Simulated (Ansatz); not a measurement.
# Abstraction of Cl: SnCl4 + GeH3 → SnCl3 + GeH3Cl

Species: SnCl4 (tin tetrachloride) `[Cl][Sn]([Cl])([Cl])[Cl]`, singlet; GeH3 `[GeH3]`, doublet; SnCl3 `[Cl][Sn]([Cl])[Cl]`, doublet; GeH3Cl (chlorogermane) `[Cl][GeH3]`, singlet. A radical takes Cl: the energy is the difference in strength between the Sn–Cl bond broken and the Ge–Cl bond made.

Shapes, held fixed at every level: PBE0-D4/def2-TZVP. Programs: Ansatz 0.2.0. Electronic energies: no zero-point or thermal term.

```
                level                    kind  ΔE (kJ/mol)  less CCSD(T)/def2-TZVPP
        HF/def2-TZVPP            Hartree–Fock        -54.4                     +4.6
    PBE-D4/def2-TZVPP                     GGA        -77.3                    -18.3
  BHLYP-D4/def2-TZVPP           global hybrid        -65.3                     -6.3
   PBE0-D4/def2-TZVPP           global hybrid        -67.4                     -8.4
r2SCAN0-D4/def2-TZVPP           global hybrid        -63.8                     -4.8
   wB97X-V/def2-TZVPP  range-separated hybrid        -63.6                     -4.6
         MP2/def2-SVP     perturbation theory        -45.3                    +13.7
   CCSD(T)/def2-TZVPP   coupled cluster or CI        -59.0                      0.0
```

The highest level, CCSD(T)/def2-TZVPP, gives ΔE = -59.0 kJ/mol; the levels span -77.3 to -45.3. The column of differences is taken from that level and isn't an error. No measured value is set beside it here. Open shells run unrestricted unless RO is named. For atoms past krypton def2 sets carry core potentials with scalar relativity. Relativity is left out for Ge unless named. Correlated rows may include outer-core shells of Ge, Sn, which these sets cover unevenly.

Chlorine transfer from tin to germanium is downhill at every level, so the Ge–Cl bond formed in chlorogermane is stronger than the first Sn–Cl bond of SnCl4. Tin's larger, more diffuse valence orbitals overlap less well with chlorine 3p. Removing one chlorine also leaves tin formally trivalent, and the relatively stable 5s shell makes this loss of the tetravalent state less costly than it would be for germanium. The substituents probably add to the preference: three chlorines already draw charge from tin, whereas the hydride-bearing germanium can still gain much from a polar bond to chlorine.

Because one metal–chlorine bond replaces another, much of the correlation energy cancels, which explains why Hartree–Fock lies only 4.6 kJ/mol from the coupled-cluster value. That closeness is no sign that it describes either bond well on its own. All the density functionals make the reaction too exothermic relative to coupled cluster, PBE most of all, perhaps because they balance the two radicals differently. The favourable reaction energy does not establish a low abstraction barrier.
